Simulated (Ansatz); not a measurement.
## Computed against measured: atomisation enthalpy at 298 K

8 molecules holding an element past argon; the atomisation enthalpy at 298 K in kJ/mol, computed less measured. Shapes, held fixed at every level: PBE0-D4/def2-TZVP. Thermal terms are harmonic and unscaled (PBE0-D4/def2-TZVP); the spin-orbit lowering of the free atoms is taken from their spectra. Programs: Ansatz 0.2.0. Measured values: Active Thermochemical Tables, CRC Handbook of Chemistry and Physics.

Levels: A = SPW92/def2-TZVPP; B = r2SCAN-D4/def2-TZVPP; C = BHLYP-D4/def2-TZVPP; D = CCSDT/STO-3G.

```json
{"molecule": "ICl (iodine monochloride)", "from tabulated heats": "211", "A": "+74", "B": "-12", "C": "-47", "D": "-56"}
{"molecule": "I2 (iodine)", "from tabulated heats": "151", "A": "+59", "B": "-16", "C": "-43", "D": "-28"}
{"molecule": "H2Se (hydrogen selenide)", "from tabulated heats": "633", "A": "+114", "B": "+14", "C": "-6", "D": "+41"}
{"molecule": "H2Te (hydrogen telluride)", "from tabulated heats": "533", "A": "+111", "B": "+11", "C": "+1", "D": "+79"}
{"molecule": "HOI (hypoiodous acid)", "from tabulated heats": "635", "A": "+161", "B": "-16", "C": "-86", "D": "-226"}
{"molecule": "AsF3 (arsenic trifluoride)", "from tabulated heats": "1326", "A": "+353", "B": "+25", "C": "-103", "D": "-617"}
{"molecule": "CH3Br (SMILES CBr)", "from tabulated heats": "1519", "A": "+209", "B": "+1", "C": "-43", "D": "+82"}
{"molecule": "CH3I (SMILES CI)", "from tabulated heats": "1463", "A": "+198", "B": "-7", "C": "-47", "D": "+89"}
```

**Question.** Sum up the errors.

**Answer.** 
| level | kind | mean error | mean absolute error | worst case |
| --- | --- | --- | --- | --- |
| SPW92/def2-TZVPP | LDA | +159.9 | 159.9 | AsF3 |
| r2SCAN-D4/def2-TZVPP | meta-GGA | 0.0 | 12.8 | AsF3 |
| BHLYP-D4/def2-TZVPP | global hybrid | -46.8 | 47.0 | AsF3 |
| CCSDT/STO-3G | coupled cluster or CI | -79.5 | 152.2 | AsF3 |

On this set r2SCAN-D4/def2-TZVPP has the smallest mean absolute error and SPW92/def2-TZVPP the largest. SPW92/def2-TZVPP is too high in 8 of 8; BHLYP-D4/def2-TZVPP is too low in 7 of 8. The heats of H2Se, H2Te come from older tables and can be uncertain by 10 kJ/mol or more. The molecules' own spin-orbit binding is left out, so errors for heavy halides read too negative. Heats of the atoms come from ATcT where it has them. The levels differ in basis as well as in method. With so many references in doubt the order of the levels isn't settled. The tabulated value of AsF3 is in doubt (older tables, estimates, or at odds with other calculations) and kept here. Over the 7 molecules whose values aren't doubted the mean absolute errors are A 132.3; B 11.0; C 39.0; D 85.9. The largest two are near a tie. For SPW92/def2-TZVPP the error tends to grow with the atomisation enthalpy. Correlated wave functions converge slowly with the basis. For atoms past krypton def2 sets carry core potentials with scalar relativity. All-electron rows are non-relativistic unless named. Relativity is left out for As, Br, Se. Outer-core shells of As, Br, I, Se, Te are correlated, in sets that cover them unevenly. The set is small.

The uniform overbinding by SPW92 is the familiar failing of the local density approximation: it misjudges the exchange-correlation energy of inhomogeneous free atoms relative to the smoother density of bonded ones. r2SCAN's density-gradient and kinetic-energy terms remove most of this, though its mean error of 0.0 reflects cancellation between positive and negative deviations. BHLYP mostly errs the other way. Its large share of exact exchange removes much of the left-right correlation that semilocal exchange mimics, which probably explains the marked underbinding of HOI, where lone pairs crowd the O-I bond.

The coupled-cluster errors change sign because a minimal basis fails in two opposing ways. Without polarisation functions it describes bonds between electronegative atoms poorly, and it leaves little room for correlation, so ICl, I2 and HOI are underbound. Its hydrogen function, contracted to suit molecules, makes the free atom too high in energy, which probably helps overbind the methyl halides. HOI also contains hydrogen, but there the deficient heavy-atom bonding evidently prevails.
